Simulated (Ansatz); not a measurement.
The HOMO–LUMO gap down a group: F to Br

One atom is swapped for its congeners: C2H3F3 (1,1,2-trifluoroethane) `FCC(F)F`; C2H3ClF2 `FCC(F)Cl`; C2H3BrF2 `FCC(F)Br`. All are singlets with charge 0.

Shapes, held fixed at every level: PBE0-D4/def2-TZVP. Flexible molecules stand in one conformer, not always the lowest. Programs: Ansatz 0.2.0. Values in eV.

(1) How should the HOMO–LUMO gap change along the series?

Results:

(1) At wB97M-V/def2-TZVPP the HOMO–LUMO gap falls at every step, from 15.25 to 12.50 eV. Every level shows the same order. Relativity is left out for Br unless named. Orbital gaps aren't excitation energies, and the LUMO depends on the basis.

```
               level  C2H3F3  C2H3ClF2  C2H3BrF2
   PBE-D4/def2-TZVPP    8.18      6.79      5.75
r2SCAN-D4/def2-TZVPP    9.08      7.45      6.31
 B3LYP-D4/def2-TZVPP   10.55      8.89      7.57
  PBE0-D4/def2-TZVPP   11.11      9.45      8.12
  wB97X-V/def2-TZVPP   15.76     14.26     12.80
  wB97M-V/def2-TZVPP   15.25     13.89     12.50
```

Replacing one fluorine by chlorine and then bromine narrows the gap with every functional, from 11.11 to 9.45 to 8.12 eV with PBE0, for example. Both frontier levels probably contribute. The valence p shell of the heavier halogen is higher in energy and more diffuse, so its lone pairs should rise to form the HOMO, whereas in the trifluoride the tightly bound fluorine lone pairs leave more room for C–H and C–C σ character. At the same time, the longer, weaker carbon–halogen bond has poorer overlap and a lower-lying σ* orbital, which draws the LUMO down.

The direction of the trend is robust, but the relative size of the two steps is not: the first is the larger with every functional except wB97M-V, where the two are nearly equal. The absolute gap depends more on the functional than on the halogen, probably because the share of exact exchange, especially at long range, sets the separation of occupied and empty levels. Gaps alone can't show how much of the narrowing comes from each frontier orbital.
